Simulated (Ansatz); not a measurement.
A series in volume per atom on Sn2O5

All results are calculated (Ansatz 0.2.0 development build). Equation of state of a cubic crystal from periodic Kohn-Sham density functional theory without spin; pressure corrected for the finite basis.

Cell of the first row (space group Pn-3m, No. 224):
```
CELL_PARAMETERS angstrom
5.24560 0.00000 0.00000
0.00000 5.24560 0.00000
0.00000 0.00000 5.24560
ATOMIC_POSITIONS crystal
Sn 0.00000 0.00000 0.00000
Sn 0.50000 0.50000 0.00000
Sn 0.50000 0.00000 0.50000
Sn 0.00000 0.50000 0.50000
O 0.50000 0.00000 0.00000
O 0.00000 0.50000 0.00000
O 0.00000 0.00000 0.50000
O 0.50000 0.50000 0.50000
O 0.75000 0.75000 0.25000
O 0.75000 0.25000 0.75000
O 0.25000 0.75000 0.75000
O 0.75000 0.25000 0.25000
O 0.25000 0.75000 0.25000
O 0.25000 0.25000 0.75000
```

Settings of every row: formula Sn2O5; structure type cubic X2O5; functional PBE; spin treatment none; k mesh 10x10x10; occupation method fermi-dirac; occupation width 0.061225619 eV; wave cutoff 700 eV; datasets soft-1 PAW; density cutoff ratio 4.

Limits: a cubic model structure, not a phase known at ambient conditions; modest k-mesh, values are not fully converged in k; no spin polarisation, a magnetic state may lie lower.

```
row  volume per atom (Å³)  pressure (GPa)  energy above lowest point (meV/atom)
  1                 10.31               ?                                     ?
  2                 10.53           6.418                                  8.35
  3                10.749           2.986                                  1.96
  4                10.968          -0.056                                     0
  5                11.188          -2.752                                  1.96
  6                11.407          -5.137                                  7.39
  7                11.626          -7.245                                  15.9
```

Question: what pressure and energy above lowest point should row 1 give?

Worked fit of pressure. Take u = (V_r/V)^(2/3) − 1 with V_r = 11.078 Å³ an atom, which is twice the finite (Eulerian) strain; such expansions in the strain, on which the Birch-Murnaghan equation of state is built, carry the rest volume and the bulk modulus. The shown rows have u = 0.0344, 0.0203, 0.00667, -0.00657, -0.01932, -0.03168. Least squares give pressure = −1.4446 + 203.929 × u + 685.51 × u² + 892.6 × u³ GPa; a parabola predicts inner rows, each left out in turn, worse (root mean square 0.011 against 0.0044 GPa). The rows lie off it by 0.000, 0.001, -0.002, 0.003, -0.002, 0.000. The pressure vanishes at u = 0.0069, or V = 10.96 Å³ an atom, and there the bulk modulus at fixed shape and fractions is B = −V dP/dV = (2/3)(1 + u) dP/du = 143 GPa. The withheld row has u = 0.04906, so the fit gives −1.4446 + 203.929 × (0.04906) + 685.51 × (0.04906)² + 892.6 × (0.04906)³ = 10.315 GPa.

The calculation gave 10.286 GPa. The fit lies 0.029 GPa (0.17 % of the column's range) above it; its largest miss of a shown row is 0.003 GPa. This row lies beyond the range of the fit.

Worked fit of energy above lowest point. Take u = (V_r/V)^(2/3) − 1 with V_r = 11.078 Å³ an atom, which is twice the finite (Eulerian) strain; such expansions in the strain, on which the Birch-Murnaghan equation of state is built, carry the rest volume and the bulk modulus. The shown rows have u = 0.0344, 0.0203, 0.00667, -0.00657, -0.01932, -0.03168. Least squares give energy above lowest point = 0.514 − 149.77 × u + 10781.3 × u² + 5638 × u³ meV/atom; a parabola predicts inner rows, each left out in turn, worse (root mean square 0.066 against 0.0058 meV/atom). All shown rows lie on it to the printed digit. Its lowest point lies at u = 0.0069, or V = 10.96 Å³ an atom, and the curvature there gives the bulk modulus at fixed shape and fractions, B = (4/9)(1 + u)² E″(u)/V = 144 GPa. The withheld row has u = 0.04906, so the fit gives 0.514 − 149.77 × (0.04906) + 10781.3 × (0.04906)² + 5638 × (0.04906)³ = 19.78 meV/atom.

The calculation gave 19.74 meV/atom. The fit lies 0.04 meV/atom (0.2 % of the column's range) above it; its largest miss of a shown row is 0.00 meV/atom. This row lies beyond the range of the fit.
